**Ionisation energies of 3d, 4f and 5d ions of charge +3: screening, size or exchange**

The table holds ionisation energies (total-energy differences), highest eigenvalues, mean radii and exchange energies of seven M³⁺ ions from spherical, spin-unpolarised Dirac Kohn-Sham calculations with X-alpha exchange, α = 0.667. The program tests Slater screening without fitted constants (energy of the ionised shell only), a law $I=q/\langle r\rangle$ fitted to the 3d rows, and exchange, both as the tabulated total and as a count of parallel-spin pairs. Slater screening gives rises of the right sign and rough size but is 13.6 to 20.1 eV too low on the d rows and far too high for 4f, where the response of the outer 5s and 5p electrons is not counted. The size law holds within 2.6% for 3d and fails by 16 to 61% elsewhere, whereas the gap between ionisation energy and eigenvalue grows with falling radius through all rows. The total exchange energy follows $Z^{1.73}$, and the pair-counting term fits the 3d rows less well than a plain parabola.

Triply charged 3d- and 5d-series ions, computed with the radks radial solver and Libxc 1: spherical all-electron Dirac-Kohn-Sham, Slater X-alpha exchange (alpha = 0.667), no correlation or spin polarisation, point nucleus. NIST's ground configurations are used, with j = l − 1/2 subshells filled first. Ionisation energies are differences of total energies.

## The fit in Python

```python
# Table: ionisation energy (total-energy difference), highest eigenvalue, mean radius and exchange
# energy of 3+ ions; radks, spherical Dirac Kohn-Sham, X-alpha 0.667, no spin polarisation.
# Tested: Slater screening (no fit), size alone (q/<r>), exchange (column and Hund counting).
T = {
    'ion': ['Ti3+', 'Cr3+', 'Mn3+', 'Co3+', 'Lu3+', 'Hf3+', 'Hg3+'],
    'Z': [22, 24, 25, 27, 71, 72, 80],
    'N': [19, 21, 22, 24, 68, 69, 77],
    'configuration': ['[Ar] 3d1', '[Ar] 3d3', '[Ar] 3d4', '[Ar] 3d6', '[Xe] 4f14', '[Xe] 4f14 5d1', '[Xe] 4f14 5d9'],
    'removed': ['3d', '3d', '3d', '3d', '4f', '5d', '5d'],
    'ionisation_energy': [41.8966, 46.9573, 49.3515, 53.7321, 44.3802, 32.1089, 47.4174],  # eV
    'minus_highest_eigenvalue': [33.351, 37.774, 39.85, 43.626, 34.021, 26.362, 40.237],  # eV
    'highest_level_mean_radius': [1.2696, 1.1122, 1.0487, 0.94646, 0.7252, 1.9304, 1.4142],  # bohr
    'exchange_energy': [-37.539, -43.582, -46.814, -53.703, -285.44, -292.64, -353.61],  # hartree
}
import numpy as np
from scipy.constants import physical_constants as pc
Ha = pc['Hartree energy in eV'][0]
ion, sh = T['ion'], T['removed']
Z, N, IE, eps, r, Ex = (np.array(T[c], float) for c in ('Z', 'N', 'ionisation_energy',
    'minus_highest_eigenvalue', 'highest_level_mean_radius', 'exchange_energy'))
ix = {s: i for i, s in enumerate(ion)}
# shell: n, l, Slater n*, electrons in inner groups, electrons outside this shell
P = {'3d': (3, 2, 3.0, 18, 18), '4f': (4, 3, 3.7, 46, 54), '5d': (5, 2, 4.0, 68, 68)}
n, l, ns, inner, rest = (np.array([P[s][j] for s in sh], float) for j in range(5))
k = N - rest
zs = Z - inner - 0.35*(k - 1)
SL = Ha/2*(k*zs**2 - (k - 1)*(zs + 0.35)**2)/ns**2
zr = (3*n**2 - l*(l + 1))/(2*r)
d = np.array([s == '3d' for s in sh])
print("rounding: IE 0.00005 eV, eigenvalue 0.0005 eV, radius up to 0.00005 bohr")
print("A. screening: ion, IE eV, Slater IE eV, error eV, Zeff Slater, Zeff from <r>")
for i in range(len(Z)):
    print(f"  {ion[i]} {sh[i]} {IE[i]:.2f} {SL[i]:.2f} {SL[i]-IE[i]:+.2f} {zs[i]:.2f} {zr[i]:.2f}")
for a, b in (('Ti3+', 'Co3+'), ('Hf3+', 'Hg3+')):
    i, j = ix[a], ix[b]; dz = Z[j] - Z[i]
    p = -np.log(IE[j]/IE[i])/np.log(r[j]/r[i])
    print(f"{a}->{b}: rise {IE[j]-IE[i]:.2f} eV ({(IE[j]-IE[i])/dz:.2f}/proton), Slater {SL[j]-SL[i]:.2f} eV ({(SL[j]-SL[i])/dz:.2f}/proton)")
    print(f"  Zeff(<r>) gain/proton {(zr[j]-zr[i])/dz:.2f} (Slater 0.65); <r> change {100*(r[j]/r[i]-1):.1f}%; IE~<r>^-p, p={p:.2f} (hydrogenic 2)")
sl = np.diff(IE[d])/np.diff(Z[d])
print("3d slopes Ti-Cr, Cr-Mn, Mn-Co eV/proton:", " ".join(f"{x:.3f}" for x in sl))
print(f"Lu3+ -> Hf3+ (4f to 5d): IE change {IE[ix['Hf3+']]-IE[ix['Lu3+']]:+.2f} eV, <r> ratio {r[ix['Hf3+']]/r[ix['Lu3+']]:.2f}")
q = np.sum(IE[d]/r[d])/np.sum(1/r[d]**2)
gap = IE - eps
print(f"B. size alone: IE = q/<r>, q fitted on 3d = {q/Ha:.3f} hartree bohr")
print("  by falling <r>: ion, <r>, IE*<r> Ha bohr, error of q/<r> %, gap IE+eps eV, gap*<r> Ha bohr")
o = np.argsort(-r)
for i in o:
    print(f"  {ion[i]} {r[i]:.3f} {IE[i]*r[i]/Ha:.3f} {100*(q/r[i]/IE[i]-1):+.1f} {gap[i]:.2f} {gap[i]*r[i]/Ha:.3f}")
print(f"Hg3+ vs Ti3+: <r> larger by {r[ix['Hg3+']]-r[ix['Ti3+']]:.3f} bohr, IE larger by {IE[ix['Hg3+']]-IE[ix['Ti3+']]:.2f} eV")
pe = np.polyfit(np.log(Z), np.log(-Ex), 1)
print(f"C. exchange column: |Ex| ~ Z^{pe[0]:.2f} (statistical atom 1.67), worst misfit {100*np.max(np.abs(np.exp(np.polyval(pe, np.log(Z)))/-Ex-1)):.1f}%")
print(f"  correlation of IE with |Ex|: 3d {np.corrcoef(IE[d], -Ex[d])[0,1]:.3f}, all rows {np.corrcoef(IE, -Ex)[0,1]:.3f}")
print(f"  Hf3+/Ti3+: Ex ratio {Ex[ix['Hf3+']]/Ex[ix['Ti3+']]:.2f}, IE ratio {IE[ix['Hf3+']]/IE[ix['Ti3+']]:.2f}")
x, y = Z[d] - Z[d].mean(), IE[d]
lost = np.where(k[d] <= 5, k[d] - 1, k[d] - 6)   # parallel pairs lost by a high-spin ion
for name, A in (("line", [x**0, x]), ("line + K*pairs lost", [x**0, x, lost]), ("parabola", [x**0, x, x**2])):
    A = np.array(A).T
    c = np.linalg.lstsq(A, y, rcond=None)[0]
    print(f"3d {name}: last coefficient {c[-1]:.3f} eV; residuals eV", " ".join(f"{v:+.3f}" for v in y - A @ c))
c3, e3 = np.polyfit(x[:3], y[:3], 2), np.polyfit(x[:3], eps[d][:3], 2)
print(f"Co3+ (d5/2) minus parabola through d3/2 rows: IE {y[3]-np.polyval(c3, x[3]):+.3f} eV, -eps {eps[d][3]-np.polyval(e3, x[3]):+.3f} eV")
# further outputs of the same Cr3+ run: 3d3/2, 3d5/2 levels (eV), <1/r> of 3d3/2, <r> of 3p3/2
e32, e52, rinv, r3p = -37.7737, -37.6636, 1.16283, 0.943393
s = np.polyval(np.polyder(c3), x[1])
print(f"Cr3+: 3d splitting {e52-e32:.3f} eV; <r>3p/<r>3d {r3p/r[ix['Cr3+']]:.2f}; Zeff from <1/r> {9*rinv:.2f}")
print(f"Cr3+: bare proton pull <1/r> {rinv*Ha:.1f} eV, IE slope {s:.2f} eV ({100*s/(rinv*Ha):.0f}%), U = 2*gap {2*gap[ix['Cr3+']]:.1f} eV")
assert np.all(sl > 0) and np.all(np.diff(sl) < 0)
assert np.all(np.diff(gap[o]) > 0) and not np.all(np.diff(IE[o]) > 0)
assert 0 < np.polyfit(Z[d], zr[d], 1)[0] < 1
assert IE[ix['Hf3+']] < IE[ix['Lu3+']] and np.argmin(r) == ix['Lu3+']
```

Running it gives:

```
rounding: IE 0.00005 eV, eigenvalue 0.0005 eV, radius up to 0.00005 bohr
A. screening: ion, IE eV, Slater IE eV, error eV, Zeff Slater, Zeff from <r>
  Ti3+ 3d 41.90 24.19 -17.71 4.00 8.27
  Cr3+ 3d 46.96 30.88 -16.08 5.30 9.44
  Mn3+ 3d 49.35 34.07 -15.28 5.95 10.01
  Co3+ 3d 53.73 40.17 -13.56 7.25 11.09
  Lu3+ 4f 44.38 229.10 +184.72 20.45 24.82
  Hf3+ 5d 32.11 13.61 -18.50 4.00 17.87
  Hg3+ 5d 47.42 27.33 -20.09 9.20 24.40
Ti3+->Co3+: rise 11.84 eV (2.37/proton), Slater 15.99 eV (3.20/proton)
  Zeff(<r>) gain/proton 0.56 (Slater 0.65); <r> change -25.5%; IE~<r>^-p, p=0.85 (hydrogenic 2)
Hf3+->Hg3+: rise 15.31 eV (1.91/proton), Slater 13.72 eV (1.72/proton)
  Zeff(<r>) gain/proton 0.82 (Slater 0.65); <r> change -26.7%; IE~<r>^-p, p=1.25 (hydrogenic 2)
3d slopes Ti-Cr, Cr-Mn, Mn-Co eV/proton: 2.530 2.394 2.190
Lu3+ -> Hf3+ (4f to 5d): IE change -12.27 eV, <r> ratio 2.66
B. size alone: IE = q/<r>, q fitted on 3d = 1.905 hartree bohr
  by falling <r>: ion, <r>, IE*<r> Ha bohr, error of q/<r> %, gap IE+eps eV, gap*<r> Ha bohr
  Hf3+ 1.930 2.278 -16.4 5.75 0.408
  Hg3+ 1.414 2.464 -22.7 7.18 0.373
  Ti3+ 1.270 1.955 -2.6 8.55 0.399
  Cr3+ 1.112 1.919 -0.8 9.18 0.375
  Mn3+ 1.049 1.902 +0.1 9.50 0.366
  Co3+ 0.946 1.869 +1.9 10.11 0.352
  Lu3+ 0.725 1.183 +61.0 10.36 0.276
Hg3+ vs Ti3+: <r> larger by 0.145 bohr, IE larger by 5.52 eV
C. exchange column: |Ex| ~ Z^1.73 (statistical atom 1.67), worst misfit 0.4%
  correlation of IE with |Ex|: 3d 0.997, all rows -0.439
  Hf3+/Ti3+: Ex ratio 7.80, IE ratio 0.77
3d line: last coefficient 2.368 eV; residuals eV -0.167 +0.157 +0.183 -0.173
3d line + K*pairs lost: last coefficient 0.128 eV; residuals eV -0.019 +0.058 -0.039 -0.000
3d parabola: last coefficient -0.057 eV; residuals eV +0.003 -0.013 +0.013 -0.003
Co3+ (d5/2) minus parabola through d3/2 rows: IE -0.136 eV, -eps -0.105 eV
Cr3+: 3d splitting 0.110 eV; <r>3p/<r>3d 0.85; Zeff from <1/r> 10.47
Cr3+: bare proton pull <1/r> 31.6 eV, IE slope 2.44 eV (8%), U = 2*gap 18.4 eV
```
